Marker method for defect levels and its error cancellation

1. Statement

A defect X takes up one electron between the charge states q and q−1 (q = 1 for a donor level (0/+)). Let ΔE_X = E_X(q−1) − E_X(q) be the difference of relaxed total energies in a periodic cell with a neutralising background. Levels ε are electron energies counted upward from the valence-band maximum E_v. For a defect D and a marker M with measured level ε_M(exp), computed with the same host cell, functional, k mesh and q, the marker estimate is

ε_D(mk) = ε_M(exp) + [ΔE_D − ΔE_M].  (1)

(a) No calculated band edge enters (1), and the monopole image term cancels.

(b) The error of (1) is δ_D − δ_M + η_M, where δ_X is the error of ΔE_X and η_M that of the marker's measured level. Under the premises below,

δ_D − δ_M = (w̄_D − w̄_M)·ΔE_g + (S_D − S_M) + (T_D − T_M) + (u_D − u_M).  (2)

ΔE_g is the calculated minus the measured gap, w̄ the conduction-band weight of the added electron, S the image term of order L⁻³, T the shift from wavefunction overlap between images and u a remainder. The sum vanishes when the two defects are equally localised in the strong sense that w̄, S, T and u all match. Equal orbital radii alone do not ensure this.

(c) With the perfect crystal as marker, the first term becomes w̄_D·ΔE_g (valence edge) or (w̄_D − 1)·ΔE_g (conduction edge), and the monopole term returns in full.

2. Premises

P1. The cell is cubic with edge L and volume Ω = L³, and the electrostatic potential averages to zero over it.
P2. The excess charge of the defect over the perfect host is confined well inside the cell and screened by a uniform isotropic dielectric constant ε_r.
P3. The calculated energy functional differs from a reference one, which yields the true levels, by rigid shifts δ_v and δ_c of the host valence and conduction bands on a common scale, with δ_c − δ_v = ΔE_g, plus a remainder.
P4. ε_M(exp) is a thermodynamic (zero-phonon) level, with degeneracy factors removed.

3. Transition level and error identity

With the Fermi level E_F counted from the calculated edge ε_v, the formation energy is E_f(q) = E_X(q) − E_bulk − Σ n_i μ_i + q(ε_v + E_F), for n_i atoms added from reservoirs μ_i. The level is the E_F at which E_f(q) = E_f(q−1). E_bulk and μ_i are common to both sides, so

ε_X = ΔE_X − ε_v.  (3)

Subtracting (3) for M from (3) for D removes ε_v, and replacing ε_M by its measured value gives (1). If the marker is known as a depth d_M = E_c − ε_M below the conduction edge E_c, then d_D = d_M − [ΔE_D − ΔE_M], and only conversion to the valence-band scale needs a gap, the measured one.

Define δ_X = ΔE_X − [ε_X(true) + C], where C is the offset between the energy zero of the cell and the true E_v. By P1 and the identity of the cells, C is the same for D and M. With ε_M(exp) = ε_M(true) + η_M, substitution in (1) gives exactly

ε_D(mk) − ε_D(true) = δ_D − δ_M + η_M.  (4)

4. Electrostatic image terms

Let k_e = e²/(4πε₀) = 14.40 eV Å, and let ρ(r) be the excess charge density in units of e, with q = ∫ρ, p = ∫ρ r and Q = ∫ρ r². Its periodic energy is (k_e/2ε_r)∫∫ρ(r)ρ(r′)φ(r − r′). The kernel φ has zero mean and obeys ∇²φ = −4π[Σ_R δ(r − R) − 1/Ω]. For |r| < L,

φ(r) = 1/r − α/L + 2πr²/(3Ω) + h(r).

The r² term supplies the background, since ∇²r² = 6. The constant defines the Madelung number, α = 2.8373 for the simple cubic lattice by Ewald summation. The rest h is harmonic and cubic, so it starts at angular momentum 4 and contributes at order L⁻⁵. Since ½∫∫ρρ′|r − r′|² = qQ − |p|²,

E_cell(q) = E_iso(q) − q²E_Mad + B·s(q) + O(L⁻⁵),  (5)

with E_Mad = αk_e/(2ε_r L), B = 2πk_e/(3ε_rΩ) and s(q) = qQ − |p|², the moments being those of state q. The coupling of the net charge to the host's own potential is linear in q and independent of the defect, so it belongs to C. From q² − (q−1)² = 2q − 1,

ΔE_X(cell) = ΔE_X(iso) + (2q − 1)E_Mad + S_X,  S_X = B[s_X(q−1) − s_X(q)].  (6)

The monopole term depends only on q, L and ε_r and cancels in (1), which proves (a). A marker with another q leaves 2(q_D − q_M)E_Mad. S_X is the potential-alignment term. For (0/+) the neutral state enters only through |p|², so S measures the spread of the excess charge of the ionised centre, the change of ion core included, and the radius of the bound electron is absent from it. Screening by ε_r fails at atomic distances, so B is uncertain up to its unscreened value ε_r B.

5. Band-edge term

Let P_v and P_c = 1 − P_v project on the host valence and conduction states, and let γ be the one-particle density matrix. P3 without the remainder is the endpoint λ = 1 of

E_λ = E_ref + λ Tr[(δ_v P_v + δ_c P_c)γ].

Each relaxed energy is stationary in γ and in the atomic positions, so only the explicit λ dependence survives (Hellmann–Feynman): dE/dλ = Tr[(δ_v P_v + δ_c P_c)γ]. Take the difference of the two charge states, Δγ = γ(q−1) − γ(q), for which Tr Δγ = 1, and set w(λ) = Tr[P_c Δγ]. Then dΔE/dλ = δ_v + w ΔE_g, and integration gives

δ_X(band) = δ_v + w̄_X ΔE_g,  w̄_X = ∫₀¹ w_X dλ.  (7)

The shift δ_v is common to D and M and cancels, which leaves the first term of (2). To first order w̄ = w(0). For independent electrons in a fixed geometry Δγ = |ψ⟩⟨ψ| and w lies between 0 and 1. Two states of equal radius, one split from each band, have w near 1 and near 0 and keep almost the whole gap error.

6. Overlap and remainder

Take a core of short range and one isotropic valley of mass m*. Outside the cores the Bloch sum is ψ = Σ_R exp(ik·R) exp(−κ|r − R|)/|r − R|, at depth d = ħ²κ²/2m*. Near the home core ψ ≈ 1/r − κ + Σ′ exp(ik·R − κR)/R, the prime excluding R = 0. The core fixes the constant term at its isolated value −κ₀, so κ − κ₀ equals the primed sum. Linearising d in κ gives the level shift

T(k) ≈ −(2d/κ₀) Σ′ cos(k·R) exp(−κ₀R)/R.  (8)

Its average over the cell's Brillouin zone is zero at this order, so k sampling suppresses T. Valley phases change its sign and size in a multivalley band.

The remainder u_X holds what rigid shifts miss: self-interaction of the localised electron, errors in the relaxation energy, and vibrational free energy. It is defined by difference. Its cancellation is an expectation for centres of like orbital character and like relaxation, which this derivation does not prove. Adding (6), (7), (8) and u gives (2).

7. Bulk marker

Let M be the defect-free cell. For q = 1, ΔE_bulk = E_bulk(0) − E_bulk(+). By Janak's theorem this is the integral of the top valence eigenvalue over its occupation, which tends to ε_v as L grows because the carrier density falls as 1/Ω. The carrier has the periodicity of the primitive lattice, so its Fourier components f_G lie only on primitive reciprocal vectors, and its energy (2πk_e/Ω)Σ|f_G|²/G², screening aside, falls as L⁻³. It has no L⁻¹ term. With ε_M = 0 and w = 0, (1) reverts to (3), and

error = w̄_D ΔE_g + (2q − 1)E_Mad + S_D + T_D + u_D.  (9)

The pair E_bulk(−) − E_bulk(0) tends to the calculated conduction edge if the k mesh contains the minimum. Then ε_M is the measured gap, w = 1, and w̄_D in (9) becomes w̄_D − 1. This proves (c). In the band term a defect marker beats both edges when |w̄_D − w̄_M| is below both w̄_D and 1 − w̄_D.

8. Range of validity

Equations (1) and (4) are exact for identical cells. Cancellation of E_Mad needs equal q and P2 for both centres, and it survives anisotropic screening or another cell shape, since only E_Mad changes. It fails when the calculated level merges with a band, because the carrier then delocalises as in section 7. Equation (5) needs a charge radius well below L/2, and (8) needs κ₀L well above 1. Equation (7) covers rigid shifts only, and errors in band widths or masses fall into u. An optical threshold in place of P4 adds the marker's relaxation energy to η_M.

9. Illustration: P as marker in diamond

Compiled values: gap 5.48 eV at 300 K (Chen 2018); static dielectric constant 5.7 (Ioffe Institute), equal to the high-frequency value (Skelton 2020), so ionic screening plays no part; optical phonon 1332 cm⁻¹ (arXiv:cond-mat/0412643). Typical values, used as inputs: lattice constant a = 3.567 Å, P donor depth 0.6 eV, depth 1.7 eV for a deep donor D as for substitutional N, semilocal-functional gap 4.2 eV, averaged electron mass 0.5 m_e. Thus ε_M = 4.88 eV, ε_D = 3.78 eV and ΔE_g = −1.28 eV, and η_M is set to zero.

Electrostatics. The 3×3×3 cell of 216 atoms has L = 10.70 Å and Ω = 1225 Å³. Then E_Mad = 0.335 eV, and a marker of wrong charge would cost 0.67 eV per unit of q. B is 4.3 meV/Å² screened and 24.6 meV/Å² unscreened. An assumed mismatch in s of one squared bond length, 3a²/16 = 2.39 Å², gives |S_D − S_M| between 0.01 and 0.06 eV.

Band term. A Koster–Slater model supplies w. One orbital carries a potential V, and its host density of states is two semi-ellipses, of weight ½ and assumed half-width D₀ = 10 eV each, that end at the band edges. A gap level obeys 1/V = G(ε) = ∫n(E)dE/(ε − E). With x = D₀ + (E_c − ε) and y = D₀ + (ε − E_v),

G = G_c + G_v = [−x + √(x² − D₀²) + y − √(y² − D₀²)]/D₀².

The bound state has amplitudes proportional to 1/(ε − E), so its weight in a band is proportional to ∫n dE/(ε − E)² = −dG/dε for that band, and

w = A(x)/[A(x) + A(y)],  A(z) = z/√(z² − D₀²) − 1.

In the reference model (gap 5.48 eV) V is fitted to the input depths. For M, G_c = −0.0708 and G_v = 0.0386 eV⁻¹ give 1/V_M = −0.0322 eV⁻¹ and w_M = 0.852. For D, −0.0563 and 0.0430 eV⁻¹ give 1/V_D = −0.0133 eV⁻¹ and w_D = 0.671. These strengths, tens of eV, are fit parameters. Solving again with the same V and a gap of 4.2 eV gives depths of 0.410 and 1.277 eV, or levels at 3.790 and 2.923 eV above the valence edge. Equation (1) yields ε_D(mk) = 4.88 + (2.923 − 3.790) = 4.013 eV, a depth of 1.467 eV.

Error of ε_D against the exact solution of the reference model, in eV:

marker | first order in ΔE_g | full model | full model with uncorrected monopole term
P donor | 0.231 | 0.233 | 0.233
bulk, valence edge | −0.859 | −0.857 | −0.522
bulk, conduction edge | 0.421 | 0.423 | 0.758

Three decimals serve only to show how well w(0) stands in for w̄. The value −0.522 eV comes from a chance opposition of signs that changes with L. An assumed D₀ = 7 eV changes the first entry only to 0.235 eV.

Neglected terms. The Coulomb tail alone binds an electron by 13.606 eV × 0.5/5.7² = 0.21 eV, as large as the marker error. It is of long range and favours conduction states, and the limit w_M = 1 is the conduction-edge row without monopole term, 0.42 eV. For overlap, ħ²/2m_e = 3.81 eV Å² and the depths of the reduced-gap model give 1/κ₀ = 4.3 Å (M) and 2.4 Å (D). The six nearest images in (8) at k = 0 give |T| ≈ 0.2 eV and 0.04 eV, rough scales only, so zone-centre sampling of this cell can add a term as large as the band term. The phonon energy is 0.165 eV, and an assumed 10 per cent change of three such modes on ionisation shifts a level by 0.025 eV through the zero-point energy. The large lattice relaxation typical of neutral N is absent from the model and enters u_D with a size that only a total-energy calculation can give.

The depths were chosen to reproduce typical P and N behaviour, so no number here predicts a level of diamond. The model's result is that the P marker removes 0.335 eV of monopole term and reduces the magnitude of the band term from 0.86 eV (valence edge) to between 0.2 and 0.4 eV, placing the deep donor too shallow. For a donor whose depth approaches that of P this residue goes to zero with w̄_D − w̄_M.